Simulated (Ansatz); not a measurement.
# SO: the change of energy above lowest point and pressure with volume per atom

Results calculated with Ansatz 0.2.0 development build, not measured. Equation of state of a cubic crystal from periodic Kohn-Sham density functional theory without spin; pressure corrected for the finite basis.

Cell of the first row (space group Fm-3m, No. 225):
```
cell vectors (Å)
   0.0000     2.2477     2.2477
   2.2477     0.0000     2.2477
   2.2477     2.2477     0.0000
atoms (fractions of the cell vectors)
S   0.00000  0.00000  0.00000
O   0.50000  0.50000  0.50000
```

Settings of every row: formula SO; structure type rock salt; functional r2SCAN; spin treatment none; k mesh 13x13x13; occupation method fermi-dirac; occupation width 0.1 eV; wave cutoff 500 eV; datasets soft-1 PAW; density cutoff ratio 4.

Limits: a cubic model structure, not a phase known at ambient conditions.

```
row  volume per atom (Å³)  energy above lowest point (meV/atom)  pressure (GPa)
  1                11.355                                 27.19          11.418
  2                11.725                                  7.55            5.74
  3                12.096                                     0            0.93
  4                12.466                                     ?               ?
  5                12.836                                 14.04          -6.584
```

Question: what energy above lowest point and pressure should row 4 give?

Worked fit of energy above lowest point. Take u = (V_r/V)^(2/3) − 1 with V_r = 11.91 Å³ an atom, which is twice the finite (Eulerian) strain; such expansions in the strain, on which the Birch-Murnaghan equation of state is built, carry the rest volume and the bulk modulus. The shown rows have u = 0.03232, 0.01049, -0.01028, -0.04869. Least squares give energy above lowest point = 2.403 + 365.2 × u + 12412.3 × u² meV/atom; a straight line predicts inner rows, each left out in turn, worse (root mean square 13 against 0.1 meV/atom). The rows lie off it by 0.02, -0.05, 0.04, -0.01 (root mean square 0.034 meV/atom). Its lowest point lies at u = -0.0147, or V = 12.18 Å³ an atom, and the curvature there gives the bulk modulus at fixed shape and fractions, B = (4/9)(1 + u)² E″(u)/V = 141 GPa. The withheld row has u = -0.02996, so the fit gives 2.403 + 365.2 × (-0.02996) + 12412.3 × (-0.02996)² = 2.60 meV/atom.

The calculation gave 2.69 meV/atom. The fit lies 0.09 meV/atom (3.3 % of the value, 0.33 % of the column's range) below it; its largest miss of a shown row is 0.05 meV/atom.

Worked fit of pressure. Take u = (V_r/V)^(2/3) − 1 with V_r = 11.91 Å³ an atom, which is twice the finite (Eulerian) strain; such expansions in the strain, on which the Birch-Murnaghan equation of state is built, carry the rest volume and the bulk modulus. The shown rows have u = 0.03232, 0.01049, -0.01028, -0.04869. Least squares give pressure = 3.2439 + 232.448 × u + 629.18 × u² GPa; a straight line predicts inner rows, each left out in turn, worse (root mean square 0.65 against 0.023 GPa). The rows lie off it by 0.004, -0.012, 0.009, -0.002 (root mean square 0.0078 GPa). The pressure vanishes at u = -0.0145, or V = 12.17 Å³ an atom, and there the bulk modulus at fixed shape and fractions is B = −V dP/dV = (2/3)(1 + u) dP/du = 141 GPa. The withheld row has u = -0.02996, so the fit gives 3.2439 + 232.448 × (-0.02996) + 629.18 × (-0.02996)² = -3.155 GPa.

The calculation gave -3.142 GPa. The fit lies 0.013 GPa (0.072 % of the column's range) below it; its largest miss of a shown row is 0.012 GPa.
